A hydrogen on an electropositive atom should keep more than its share of the bonding electrons, and so be well shielded from the magnetic field. Silicon is more electropositive than phosphorus, so in a ring that contains both, the hydrogens on silicon ought to have the lowest shifts. The B3LYP calculation puts them about 4.5 ppm above the hydrogen on phosphorus. Shifts here are measured from tetramethylsilane, and a higher shift means a less shielded nucleus.

NMR shifts of CC1=C[SiH2]P[SiH2]1 from GIAO shieldings with PySCF 2.14.0 at the B3LYP/pcSseg-1 level in dichloromethane, on a GFN2-xTB geometry from tblite 0.8.0. Each shift is the shielding in TMS at the same level less that in the molecule, unscaled. Atoms are numbered along the SMILES string, and hydrogens take the number of the atom that carries them.

| atom | nucleus | count | shift in conformer 1 (ppm) |
| --- | --- | --- | --- |
| 1 | 13C | 1 | 28.80 |
| 2 | 13C | 1 | 175.80 |
| 3 | 13C | 1 | 148.60 |
| 4 | 29Si | 1 | -24.40 |
| 6 | 29Si | 1 | -23.20 |
| 1 | 1H | 3 | 2.37 |
| 3 | 1H | 1 | 6.85 |
| 4 | 1H | 2 | 4.90 |
| 5 | 1H | 1 | 0.34 |
| 6 | 1H | 2 | 4.79 |

The ring is a C=C double bond closed by an SiH2–PH–SiH2 bridge. Atom 1 is the methyl carbon, 2 the alkene carbon that carries it, 3 the other alkene carbon, 4 and 6 the silicons and 5 the phosphorus. The carrier element alone can't be the guide, because two hydrogens on carbon, one on the double bond and one in the methyl group, also lie about 4.5 ppm apart. What works better is to ask which simple molecule gives the atom similar surroundings.

The reason is that shielding is mostly a local property. The applied field drives currents in the electrons, and one part of them, the paramagnetic part, weakens the shielding. In a rough picture this part follows

$$\sigma_p \propto -\frac{\langle r^{-3}\rangle}{\Delta E},$$

where $r$ is the distance of the valence p electrons from the nucleus and $\Delta E$ is the energy needed to lift an electron into an empty orbital that the field can mix in. An alkene carbon has a low-lying empty $\pi^*$ orbital, so $\Delta E$ is small and the shift is high. A methyl carbon has only high-lying empty orbitals, and its shift is low.

Hydrogen has no valence p electrons of its own, so its shifts span a much smaller range. It still feels the currents on the atom that carries it and in nearby bonds, besides its own electron density. These currents are the likely reason why charge alone doesn't rank hydrogens on different elements, though the calculated shifts don't show the separate contributions. A parent molecule with similar surroundings already contains most of these effects, and borrowing its shift saves the work of separating them.

The rule therefore has two steps. First take the rough recalled shift of a parent: 1,2-disilylethene for the alkene positions, a methyl group on a double bond for the methyl, dimethylsilane for the SiH2 groups and phosphine for P–H. Then, for alkene carbons only, correct for the methyl group by about +10 ppm on the carbon that bears it and −8 ppm on its partner.

The model for this second step is propene compared with ethene. The methyl group feeds electron density into the double bond, and more of it collects on the far carbon, which becomes better shielded. The carbon that bears the methyl has exchanged a hydrogen for a carbon and is deshielded. The comparison gives the direction of the two changes, but their size need not survive in a ring with two silicon atoms.

For carbon 2 the parent gives 150 ppm and the methyl step adds 10, so the estimate is 160 ppm. The calculation gives 175.8 ppm. The rule finds the right region of the spectrum but falls about 16 ppm short, its largest miss for carbon.

For carbon 3 the estimate is 150 − 8 = 142 ppm, against a calculated 148.6 ppm. Here the bare parent would have been closer. What the methyl step does explain is why the two ends of the double bond differ at all: it predicts the right order and about two thirds of the calculated gap. Without the methyl group the two ends would be equivalent by symmetry.

Nothing was fitted to these ten signals, the two worked ones included; the comparison printed below lists each estimate beside its calculated value. The rule misses the carbons by 10 ppm on average and the hydrogens by 0.8 ppm. Giving every hydrogen the mean of the five would miss by 2.0 ppm. The rule is short for any one signal, but it needs nearly as many recalled values as the table has signals, so any saving must come from reusing them for other molecules, which this table doesn't test.

All three carbons are calculated above their estimates. Unscaled B3LYP shifts often come out too high for alkene carbons, and strain in the ring may add to this; the table can't separate such errors from those of the rule. For silicon the miss is about 13 ppm, but the calculation itself may be wrong by tens of ppm, so the agreement proves little.

The rule fails most clearly for P–H. It puts this hydrogen at 1.6 ppm, almost on top of the methyl hydrogens, while the calculation puts it at 0.34 ppm, well below them. Phosphine is a poor parent here, probably because its phosphorus carries no silyl groups: two electropositive neighbours plausibly leave more electron density around the P–H unit. The hydrogens on silicon are missed by almost as much, about 1 ppm, but in the other direction; their parent, dimethylsilane, has a carbon where the ring has phosphorus. The rule thus puts the hydrogens on silicon above the one on phosphorus, as the calculation does, but it finds only about half of the gap. An estimate of this kind is only as good as the match between the parent's neighbours and those in the molecule. It can place a signal in its region, but it can't assign two close ones, such as the hydrogens on the two silicons. Each SiH2 value is also a mean over two hydrogens, which would differ if the P–H bond points out of the ring plane and doesn't flip quickly.

Printed output of the fit:

```
Rule of thumb against the calculation in ppm:
  row  parent  methyl_step  rule  calculated  rule_less_calculated
    1      20            0    20        28.8                  -8.8
    2     150           10   160       175.8                 -15.8
    3     150           -8   142       148.6                  -6.6
    4     -37            0   -37       -24.4                 -12.6
    6     -37            0   -37       -23.2                 -13.8
    1     1.7            0   1.7        2.37                 -0.67
    3     6.7            0   6.7        6.85                 -0.15
    4     3.8            0   3.8         4.9                  -1.1
    5     1.6            0   1.6        0.34                  1.26
    6     3.8            0   3.8        4.79                 -0.99
mean size of the miss for the three 13C signals (ppm): 10.4
largest size of the miss for 13C (ppm): 15.8
mean size of the miss for the five 1H signals (ppm): 0.834
largest size of the miss for 1H (ppm): 1.26
mean size of the miss for the two 29Si signals (ppm): 13.2
mean distance of the 1H signals from their own mean, for comparison (ppm): 1.996
calculated gap C2 less C3 (ppm): 27.2
gap C2 less C3 by the rule (ppm): 18
mean size of the miss for C2 and C3 with the methyl step (ppm): 11.2
mean size of the miss for C2 and C3 without the methyl step (ppm): 13.6
calculated H on Si (mean of both groups) less H on P (ppm): 4.505
calculated alkene H less methyl H (ppm): 4.48
```
